\section*{Electronic attenuation of longitudinal ultrasound in a metal: limits and scaling}

In a pure metal at a few kelvin the conduction electrons can remove a large part of the acoustic energy within a centimetre. Pippard gave the free-electron theory in 1955. The controlling parameter is $x=ql$, the sound wavenumber times the electron mean free path.

\subsection*{Conventions}

A longitudinal wave has lattice velocity $u\,e^{i(qz-\omega t)}$ and speed $v=\omega/q$ in a solid of mass density $\rho$. The electrons have density $n$, mass $m$, charge $-e$, Fermi velocity $v_F$, Fermi energy $E_F=mv_F^2/2$ and one relaxation time $\tau=l/v_F$. The coefficient $\alpha$ refers to energy: intensity decays as $e^{-\alpha z}$. The loss in dB/cm is $4.343\,\alpha$ with $\alpha$ in cm$^{-1}$. The amplitude coefficient is $\alpha/2$ in Np/cm, with 8.686 dB per neper. The inverse quality factor is $Q^{-1}=\alpha/q$.

\subsection*{Dimensional analysis}

The seven quantities $\alpha,\ \omega,\ v,\ \rho,\ nm,\ v_F,\ l$ involve mass, length and time, so they form four dimensionless groups:
\begin{equation}
\frac{\alpha}{q},\qquad \frac{nm}{\rho}=\frac{Zm}{M},\qquad \epsilon=\frac{v}{v_F},\qquad x=ql ,
\end{equation}
with $Z$ electrons per ion of mass $M$. The product $\omega\tau=\epsilon x$ is not independent. For weak damping the loss is the power absorbed by the electrons at given $u$, proportional to $nm$, divided by the energy flux, proportional to $\rho$. Hence $\alpha/q=(nm/\rho)\,G(x,\epsilon)$. The charge $e$ is absent because screening is taken as complete, which is tested below. The function $G$ needs the transport equation.

\subsection*{Derivation}

Write the electron distribution as $f_0+(-\partial f_0/\partial\varepsilon)\,\phi(c)$, with $c$ the cosine of the angle between the electron velocity and $q$. The scatterers move with the lattice, so collisions relax the electrons towards a Fermi sphere centred on momentum $mu$, with its Fermi level shifted by $\delta\zeta$ to hold the local density. The linearised Boltzmann equation, multiplied by $\tau$, is
\begin{equation}
(a+ixc)\,\phi=Wc+\delta\zeta,\qquad a=1-i\omega\tau,\qquad W=mv_Fu-eEl ,
\label{eq:be}
\end{equation}
where $E$ is the self-consistent field. Charge neutrality makes the electron density follow the ions, and continuity gives $\delta n/n=u/v$. With the density of states $g=3n/(mv_F^2)$,
\begin{equation}
\delta\zeta=\frac{\delta n}{g}=\frac{mv_F^2u}{3v},\qquad \langle\phi\rangle=\delta\zeta ,
\end{equation}
where $\langle\cdot\rangle=\frac12\int_{-1}^{1}dc$. The two averages needed are
\begin{equation}
J=\Big\langle\frac{1}{a+ixc}\Big\rangle=\frac{\arctan(x/a)}{x},\qquad
\Big\langle\frac{c}{a+ixc}\Big\rangle=\frac{1-aJ}{ix}.
\end{equation}
The condition $\langle\phi\rangle=\delta\zeta$ gives $W=ix\,\delta\zeta\,(1-J)/(1-aJ)$. With $1-J=(1-aJ)-i\omega\tau J$ and $v_F/v=x/\omega\tau$,
\begin{equation}
\frac{W}{mv_Fu}=\frac{ix^2}{3\omega\tau}+\frac{x^2J}{3(1-aJ)} .
\label{eq:W}
\end{equation}
The mean electron velocity equals $u$, so collisions exert no net drag and the force density on the ions is $neE=-(nmu/\tau)\,[W/(mv_Fu)-1]$. The first term of Eq.~(\ref{eq:W}) is out of phase with $u$: it is a restoring force with modulus $nmv_F^2/3$, already contained in the elastic constant. The mean power lost per volume is $-\frac12\mathrm{Re}(neEu^*)$ and the energy flux is $\frac12\rho v|u|^2$. Their ratio is
\begin{equation}
\alpha=\frac{nm}{\rho v\tau}\,\mathrm{Re}\big[a\,F(x/a)\big],\qquad
F(x)=\frac{x^2\arctan x}{3\,(x-\arctan x)}-1 .
\label{eq:full}
\end{equation}
For $\epsilon\to0$ at fixed $x$, $a\to1$ and Pippard's result follows:
\begin{equation}
\alpha=\frac{nm}{\rho v\tau}\,F(ql),\qquad
\frac{\alpha}{q}=\frac{nm}{\rho}\,\frac{v_F}{v}\,\frac{F(x)}{x}.
\label{eq:pip}
\end{equation}

\subsection*{Small $x$: viscous regime}

Dividing the series of $\arctan x$ by that of $3(x-\arctan x)/x^2$ gives
\begin{equation}
F=\frac{4}{15}x^2\Big[1-\frac{9}{35}x^2+\frac{23}{175}x^4-\dots\Big],\qquad
\alpha_{\rm v}=\frac{4\,nmv_Fl\,\omega^2}{15\,\rho v^3}.
\end{equation}
The series converges only for $x<1$, because $\arctan x$ has branch points at $x=\pm i$. The leading term is ordinary viscous loss. A fluid with shear viscosity $\eta$ and no bulk viscosity has $\alpha=\frac43\eta\omega^2/(\rho v^3)$. Kinetic theory gives $\eta=g\,m^2v_F^4\tau/15=nmv_Fl/5$, where $1/15$ is the average of $v_y^2v_z^2/v_F^4$ over the sphere. The bulk viscosity vanishes because uniform compression leaves the Fermi sphere in equilibrium. Here $\alpha\propto\omega^2l$: a cleaner metal absorbs more, in proportion to its conductivity.

\subsection*{Large $x$: collisionless regime}

Insert $\arctan x=\pi/2-1/x+1/(3x^3)-\dots$ and expand $1/(1-\arctan x/x)$:
\begin{equation}
F=\frac{\pi x}{6}-\Big(\frac43-\frac{\pi^2}{12}\Big)+\Big(\frac{\pi^3}{24}-\frac{\pi}{3}\Big)\frac1x+\dots,\qquad
\alpha_\infty=\frac{\pi\,nmv_F\,\omega}{6\,\rho v^2}.
\end{equation}
The mean free path cancels. The denominator in Eq.~(\ref{eq:be}) is small only for $|c-\epsilon|\lesssim1/x$, a thin belt of electrons that move almost parallel to the wavefronts and keep in phase with the wave. The belt holds a fraction of order $1/x$ of the Fermi surface, which reduces the viscous $x^2$ to $x$. In terms of the saturation ratio $\Phi=\alpha/\alpha_\infty=6F/(\pi x)$,
\begin{equation}
\Phi\simeq\frac{8x}{5\pi}\Big(1-\frac{9x^2}{35}\Big)\quad(x\ll1),\qquad
\Phi\simeq1-\frac{0.976}{x}+\frac{0.467}{x^2}\quad(x\gg1),
\end{equation}
with $0.976=8/\pi-\pi/2$ and $0.467=\pi^2/4-2$. The first correction falls off only as $1/x$, so saturation is slow. It is also useful: at large $x$ a plot of $\alpha$ against frequency is a straight line whose slope is independent of $l$ and whose extrapolation crosses zero at $ql=0.976$.

\subsection*{Crossover}

The asymptotes $\alpha_{\rm v}$ and $\alpha_\infty$ meet at
\begin{equation}
x^*=\frac{5\pi}{8}=1.96,\qquad f^*=\frac{5v}{16\,l},
\end{equation}
where the true curve lies at $\Phi=0.62$, well under both. Half saturation, $\Phi=1/2$, occurs at $x=1.31$. The true $\alpha$ is within 10\% of $\alpha_{\rm v}$ for $x<0.69$ and within 10\% of $\alpha_\infty$ for $x>9.25$, so the crossover spans more than a decade. The local frequency exponent $p=d\ln\alpha/d\ln\omega=xF'/F$ runs from $2-\frac{18}{35}x^2$ to $1+0.976/x$, and the purity exponent $d\ln\alpha/d\ln l$ is $p-1$.

\subsection*{The parameter $\epsilon$, and why $\omega\tau=1$ is no crossover}

Reversing the sign of $\epsilon$ conjugates $a$, so the real part in Eq.~(\ref{eq:full}) is even in $\epsilon$ and corrections start at $\epsilon^2$. For small $x$, $\mathrm{Re}(1/a)=1/(1+\omega^2\tau^2)$ multiplies $\alpha_{\rm v}$, a relative change $-\epsilon^2x^2$, negligible beside $-\frac{9}{35}x^2$. For large $x$, $|x/a|$ stays large whatever $\omega\tau$ is, since it tends to $1/\epsilon$. The large-argument series then applies term by term. Its third term carries $\mathrm{Re}\,a^2/x=1/x-\epsilon^2x$, and as $l\to\infty$
\begin{equation}
\alpha\to\alpha_\infty\Big[1-\Big(\frac{\pi^2}{4}-2\Big)\epsilon^2\Big].
\end{equation}
Nothing changes at $\omega\tau=1$, which corresponds to $x=1/\epsilon$. An electron leaves a compressed region by crossing a wavelength at $v_F$ long before the sound period ends, so the length $1/q$ limits the response and the period does not.

\subsection*{Screening, quantum and thermal parameters}

The dominant field is the reactive one, $|eE|=q\,\delta\zeta$. Gauss's law requires an uncompensated density $\varepsilon_0q|E|/e$, whose ratio to $\delta n=g\,\delta\zeta$ is $(q/k_{TF})^2$ with $k_{TF}^2=e^2g/\varepsilon_0$. This parameter plays the role of the squared product of $q$ and the Debye length in a doped semiconductor, where it need not be small. The semiclassical equation needs $q\ll k_F$. Thermal smearing enters through the Sommerfeld expansion at order $(k_BT/E_F)^2$. The temperature dependence that matters is that of $l$.

\subsection*{Aluminium at 4 K and 50 MHz}

Inputs are $Z=3$, $M=26.98$ u, an approximate lattice parameter of 4.05 \AA\ with four atoms per cubic cell, and the measured room-temperature constant $C_{11}=106.75$ GPa (as listed by D.~N.~Blaschke), which sets the speed along [100]. The superconducting transition lies at approximately 1.2 K, so the metal is normal. Intermediate values are carried unrounded:
\begin{align}
&n=1.81\times10^{23}\ {\rm cm^{-3}},\quad \rho=2.70\ {\rm g/cm^3},\quad nm/\rho=6.10\times10^{-5},\nonumber\\
&k_F=(3\pi^2n)^{1/3}=1.75\times10^{8}\ {\rm cm^{-1}},\quad v_F=2.02\times10^{8}\ {\rm cm/s},\quad E_F=11.7\ {\rm eV},\nonumber\\
&v=\sqrt{C_{11}/\rho}=6.29\times10^{5}\ {\rm cm/s},\quad q=499\ {\rm cm^{-1}},\quad 1/q=20.0\ \mu{\rm m}.
\end{align}
The wavelength is 126 $\mu$m and $v_F/v=322$. The saturated loss is
\begin{equation}
Q_\infty^{-1}=\frac{\pi}{6}\frac{nm}{\rho}\frac{v_F}{v}=1.0\times10^{-2},\qquad
\alpha_\infty=5.1\ {\rm cm^{-1}}\ \ (22\ {\rm dB/cm},\ 14\ {\rm dB}/\mu{\rm s}),
\end{equation}
which is 2.6 Np/cm in amplitude and a slope of 0.45 dB/(cm\,MHz). Weak damping holds, with corrections of relative order $\alpha/q$ at most.

The mean free path follows from the resistivity $\varrho_e$ through the Drude product $\varrho_el=\hbar k_F/(ne^2)=3.98\times10^{-12}\ \Omega\,{\rm cm^2}$. A typical room-temperature resistivity of 2.7 $\mu\Omega$\,cm gives $l=15$ nm. At 4 K this is multiplied by the resistance ratio RRR between room temperature and 4 K, so that $x=7.4\times10^{-4}\,\mathrm{RRR}$.

\begin{center}
\begin{tabular}{rccccc}
\hline
RRR & $l$ ($\mu$m) & $x$ & $\Phi$ & $\alpha$ (dB/cm) & $\alpha_{\rm v}$ (dB/cm)\\
\hline
30 & 0.44 & 0.022 & 0.011 & 0.25 & 0.25\\
300 & 4.4 & 0.22 & 0.11 & 2.5 & 2.5\\
1000 & 15 & 0.74 & 0.33 & 7.4 & 8.4\\
2000 & 29 & 1.5 & 0.54 & 12 & 17\\
5000 & 74 & 3.7 & 0.77 & 17 & 42\\
30000 & $4.4\times10^2$ & 22 & 0.96 & 21 & $2.5\times10^2$\\
\hline
\end{tabular}
\end{center}

At 50 MHz the asymptotes cross at $l=39\ \mu$m, or $\mathrm{RRR}=2.7\times10^3$. The viscous law is good to 10\% below $l=14\ \mu$m, and the loss is within 10\% of saturation above $l=0.19$ mm. High-purity aluminium therefore sits in the crossover, where neither limiting formula suffices. For $\mathrm{RRR}=1000$ the crossover frequency is $f^*=1.3\times10^2$ MHz. The same scaling puts the room-temperature electronic loss at $8.4\times10^{-3}$ dB/cm at 50 MHz, with $f^*$ a thousand times higher. At 5 GHz and room temperature $x=0.074$ and the electronic part of the bulk-wave loss is $Q^{-1}=3.8\times10^{-4}$. In a film thinner than the bulk $l$, surface and grain-boundary scattering shorten the path, and the bulk formula gives only a guide.

\subsection*{Size of what is left out}

The formal corrections are tiny. With $\epsilon=3.1\times10^{-3}$ the finite-speed correction is $4.5\times10^{-6}$, and $\omega\tau=1$ would need $l=6.4$ mm. With $k_{TF}=2.05\times10^{8}$ cm$^{-1}$, $(q/k_{TF})^2=5.9\times10^{-12}$. Further, $q/k_F=2.9\times10^{-6}$ and $k_BT/E_F=3.0\times10^{-5}$.

Thermoelastic and phonon losses have a relaxation strength of order $\Delta=\Gamma^2c_VT/C_{11}$, the relative difference of adiabatic and isothermal moduli, and a single relaxation gives $Q^{-1}\le\Delta/2$. The Debye temperature 428 K (measured value as listed by Wikipedia) gives a lattice heat capacity $(12\pi^4/5)(n/3)k_B(T/\Theta)^3=1.6\times10^{-4}$ J/(cm$^3$K). Free electrons add $(\pi^2/2)nk_B(k_BT/E_F)=3.6\times10^{-4}$ J/(cm$^3$K). A typical Gr\"uneisen parameter $\Gamma\approx2$ yields $\Delta\approx8\times10^{-8}$, or less than $10^{-4}$ dB/cm. Dislocation damping, grain scattering and transducer-bond losses depend on the sample and add a background that this estimate does not cover.

The inputs matter more. Since $\alpha_{\rm v}\propto C_{11}^{-3/2}$ and $\alpha_\infty\propto C_{11}^{-1}$ at fixed $\omega$, $l$ and $\rho$, an approximate stiffening of 7\% on cooling to 4 K multiplies them by 0.90 and 0.93. Thermal contraction acts the other way. The measured expansion coefficient $23.1\times10^{-6}$ K$^{-1}$ at 293 K (Kaye and Laby Online, NPL) falls on cooling, so the contraction over 289 K is below 0.67\%. At fixed $C_{11}$, $\alpha_\infty\propto v_F\rho$ scales as the inverse fourth power of the lattice parameter and rises by less than 2.7\%. Along [111] the modulus is $(C_{11}+2C_{12}+4C_{44})/3=113.64$ GPa from the measured $C_{12}=60.41$ and $C_{44}=28.34$ GPa (same source as $C_{11}$), which multiplies $\alpha_\infty$ by 0.94. These shifts limit the table to two figures at best.

Two model assumptions carry no small parameter. First, one $\tau$ serves for all distortions of the Fermi surface. Resistivity measures the decay of a shifted sphere and viscosity that of a quadrupolar distortion, and the two rates differ when scattering is anisotropic, so $l$ from RRR is an estimate. Second, the Fermi surface is taken as a sphere that responds to strain as free electrons do. The reactive term of Eq.~(\ref{eq:W}) shows the scale of this idealisation: $nmv_F^2/3=225$ GPa, which is 2.1 times the measured $C_{11}$, so ion-core and electron-interaction terms absent from the model are of comparable size in the static stiffness. Using the measured $v$ repairs the elastic part. The dissipative part depends on how strain deforms the real Fermi surface, averaged over the whole surface for $x\ll1$ and over the belt perpendicular to $q$ for $x\gg1$. The exponents $\omega^2l$ and $\omega^1l^0$ and a crossover at $ql$ of order one follow from the belt argument and survive for a smoothly curved Fermi surface, while the prefactors $4/15$ and $\pi/6$ belong to the sphere.